\section*{Internal-energy functional of density and entropy distributions}

\paragraph{Conventions.} $N$ classical particles of mass $m$ occupy a volume $\mathcal V$, with $H=H_{\rm int}+\sum_i V(\mathbf r_i)$, where $H_{\rm int}$ is the kinetic plus interparticle energy. Further $\hat\rho(\mathbf r)=\sum_i\delta(\mathbf r-\mathbf r_i)$, $\Lambda=h/\sqrt{2\pi mkT}$, $\beta=1/kT$, and
\begin{equation}
\mathrm{Tr}=\sum_{N}\frac{1}{h^{3N}N!}\int d\mathbf r^N d\mathbf p^N .
\label{trace}
\end{equation}

\paragraph{Statement.} For a normalised distribution $f$ let $\rho=\mathrm{Tr}f\hat\rho$ and $s(\mathbf r)=-k\,\mathrm{Tr}f(\hat\rho/N)\ln f$, with $\hat\rho/N\to1/\mathcal V$ for $N=0$, so that $\int s=S$. Levy's constrained search gives (Schmidt 2011)
\begin{equation}
E[\rho,s]=\min_{f\to\rho,s}\mathrm{Tr}fH_{\rm int},\qquad
\Omega=\min_{\rho,s}\Big\{E-T\!\int\! s+\!\int\!\rho\,(V-\mu)\Big\},
\label{var}
\end{equation}
and, where $E$ is differentiable, $\delta E/\delta s=T$ and $\delta E/\delta\rho=\mu-V$ at the minimum. For uniform hard spheres of diameter $\sigma$, with $\eta=\pi\rho\sigma^3/6$ and excess entropy density $s_{\rm ex}=-k\rho\,\phi(\eta)$, the energy density is
\begin{equation}
e(\rho,s)=\frac{3h^2}{4\pi m}\,\rho^{5/3}\exp\Big[\frac{2(s-s_{\rm ex})}{3k\rho}-\frac53\Big].
\label{right}
\end{equation}
The ideal gas has $\phi=0$; the Carnahan--Starling approximation is $\phi=(4\eta-3\eta^2)/(1-\eta)^2$.

\paragraph{A wrong attempt.} The following calculation is wrong and ends in a wrong result, marked by the subscript w. Work at fixed $N$ in the bulk and write the trace as a bare phase-space integral,
\begin{equation}
\mathrm{Tr}_{\rm w}=a^{-3N}\int d\mathbf r^N d\mathbf p^N ,
\label{slip}
\end{equation}
where $a$ is the unit of action in use, silently set to one. The configuration integral is $\mathcal V^Ne^{-N\phi}$, so $Q_{\rm w}=\mathcal V^Ne^{-N\phi}(2\pi mkT/a^2)^{3N/2}$ and
\begin{equation}
\frac{S_{\rm w}}{Nk}=\frac32-\phi+\ln\frac{\mathcal V(2\pi mkT)^{3/2}}{a^3}.
\end{equation}
Eliminating $T$ with $E=\tfrac32NkT$ and putting $\mathcal V=N/\rho$ gives the form of Eq.~(\ref{right}) with $5/3$ replaced by
\begin{equation}
c_{\rm w}=1+\tfrac23\ln N+2\ln(h/a)\qquad\text{(wrong)}.
\label{wrong}
\end{equation}

\paragraph{Symptom.} The constant depends on the unit of action and on the system size. $E_{\rm w}(S,\mathcal V,N)$ is an extensive function times $N^{-2/3}$, hence homogeneous of degree $1/3$. Euler's theorem then gives $TS-P\mathcal V+\mu_{\rm w}N=E_{\rm w}/3=E_{\rm w}-NkT$, with $P=-\partial E_{\rm w}/\partial\mathcal V$ and $\mu_{\rm w}=\partial E_{\rm w}/\partial N$. Therefore
\begin{equation}
\Omega_{\rm w}=E_{\rm w}-TS-\mu_{\rm w}N=-P\mathcal V+NkT ,
\end{equation}
and the pressure read from $-\Omega_{\rm w}/\mathcal V$ vanishes for an ideal gas. At fixed $N$ the relations $E=\tfrac32NkT$ and $P(\rho,T)$ survive, so these two tests miss the fault.

\paragraph{Faulty line.} It is Eq.~(\ref{slip}). The value of $\ln f$ depends on the measure against which $f$ is normalised, and $S_{\rm w}-S=k\ln N!+3Nk\ln(h/a)$ at equal $T$. The second term shifts $S/N$ and $\mu/T$ by opposite constants and spoils only absolute values. The first destroys extensivity.

\paragraph{Mended calculation.} With Eq.~(\ref{trace}), Gibbs' inequality makes $\mathrm{Tr}f(H-\mu N+kT\ln f)$ minimal, and equal to $\Omega$, at the grand-canonical $f$. Its external part is $\int\rho(V-\mu)$, and its entropic part is $-T\int s$ because $\int\hat\rho/N=1$. Both are fixed by $\rho$ and $s$, so minimising first over $f\to\rho,s$ acts on $\mathrm{Tr}fH_{\rm int}$ alone, which proves Eq.~(\ref{var}).

In the bulk $Q=\mathcal V^Ne^{-N\phi}/(N!\Lambda^{3N})$, and $\ln N!\simeq N\ln N-N$ gives
\begin{equation}
\frac{s}{k\rho}=\frac52-\ln\rho\Lambda^3-\phi ,
\end{equation}
so $\Lambda^{-2}=\rho^{2/3}\exp[2(s-s_{\rm ex})/3k\rho-5/3]$. Inserting this in $e=\tfrac32\rho kT=3h^2\rho/(4\pi m\Lambda^2)$ yields Eq.~(\ref{right}): the $N\ln N$ term removes $\tfrac23\ln N$, and the $-N$ term raises $1$ to $5/3$. The derivatives are $\partial e/\partial s=2e/3k\rho=T$ and
\begin{equation}
\beta\frac{\partial e}{\partial\rho}=\frac52-\frac{s}{k\rho}+\eta\frac{d\phi}{d\eta}
=\ln\rho\Lambda^3+\phi+Z-1=\beta\mu ,
\end{equation}
with $Z=\beta P/\rho=1+\eta\,d\phi/d\eta$.

For non-uniform density only $S=\int s$ couples to $T$. Minimising $E[\rho,s]$ at fixed $S$ gives the Legendre transform $E[\rho,S]$ of the free-energy functional. From $F_{\rm id}=kT\int\rho(\ln\rho\Lambda^3-1)$, with $\bar N=\int\rho$,
\begin{equation}
E_{\rm id}[\rho,S]=\frac{3h^2\bar N}{4\pi m}\exp\Big[\frac{2}{3\bar N}\Big(\frac Sk+\!\int\!\rho\ln\rho\Big)-\frac53\Big],
\label{global}
\end{equation}
where the units of $\ln\rho$ exponentiate to those of $\rho^{2/3}$. For hard cores $F_{\rm ex}\propto T$, so $S_{\rm ex}[\rho]=-F_{\rm ex}/T$ is independent of $T$ and $E[\rho,S]=E_{\rm id}[\rho,S-S_{\rm ex}]$ exactly. For the ideal gas $\int e(\rho(\mathbf r),s(\mathbf r))$, minimised at fixed $S$, makes $2e/3k\rho$ uniform and reproduces Eq.~(\ref{global}), hence the exact $\rho$, $S$ and $\Omega$. Its minimiser $k\rho(\tfrac52-\ln\rho\Lambda^3)$ is, however, a different allocation of $S$ from the trace definition. Averaging over Poisson-distributed $N$ with independent positions, that definition gives $s=\rho S/\bar N+k(\rho/\bar N)(u-\bar u)$ up to terms of order $e^{-\bar N}$, with $u=-\ln\rho\Lambda^3$ and $\bar u=\int\rho u/\bar N$. For non-uniform hard spheres $\int e$ is a local-density approximation.

\paragraph{Size of the error at $\eta=0.3$.} Carnahan--Starling gives $\rho\sigma^3=0.573$, $\phi=1.90$, $Z=3.97$ and $\beta\mu_{\rm ex}=\phi+Z-1=4.87$; at equal $\rho$ and $s$ the cores raise $e$ by $e^{2\phi/3}=3.54$. The attempt yields $-\beta\Omega_{\rm w}/N=Z-1=2.97$, low by 25 per cent for any $N$, $m$ and $a$.

Absolute values need illustrative inputs: the mass of CO$_2$, a wafer-drying fluid, $m=44.01$ u, an approximate $\sigma=0.37$ nm and $T_0=320$ K. Then $\rho=11.3$ nm$^{-3}$, $\Lambda=0.0147$ nm and $\ln\rho\Lambda^3=-10.23$. Reduced units imply $a=\sigma\sqrt{mkT_0}$, so $h/a=0.0997$ and $2\ln(h/a)=-4.61$, while $\tfrac23\ln N=4.14$ and $5.53$ for $N=500$ and $4000$. At equal $T$, $(s_{\rm w}-s)/k\rho=\ln N-1+3\ln(h/a)$ and $\beta(\mu_{\rm w}-\mu)=-\ln N-3\ln(h/a)$; at equal $\rho$ and $s$, $e_{\rm w}/e=\exp(5/3-c_{\rm w})$.

\begin{center}
\begin{tabular}{lcccc}
 & constant & $s/k\rho$ at $T_0$ & $\beta\mu$ at $T_0$ & energy ratio at equal $s$\\ \hline
correct, bulk & $5/3$ & $10.83$ & $-5.36$ & $1$\\
wrong, $N=500$ & $0.53$ & $9.13$ & $-4.66$ & $3.11$\\
wrong, $N=4000$ & $1.92$ & $11.21$ & $-6.74$ & $0.78$
\end{tabular}
\end{center}

The correct row obeys $s/k\rho-Z+\beta\mu=1.50=\beta e/\rho$. The neglected Stirling term, $\ln(2\pi N)/2N$, is $0.008$ at $N=500$, far below the shifts. These numbers are the model's and not those of CO$_2$: without attraction, rotation and vibration, the model's $Z$ lies nearly an order of magnitude above the typical value near $0.5$ at this state, and its entropy roughly 40 per cent below the typical one. The two omitted factors act in opposite directions in these units, so the error changes sign between the two sizes, and the wrong energy at given $\rho$ and $s$ falls by $8^{2/3}=4$ from the smaller system to the larger.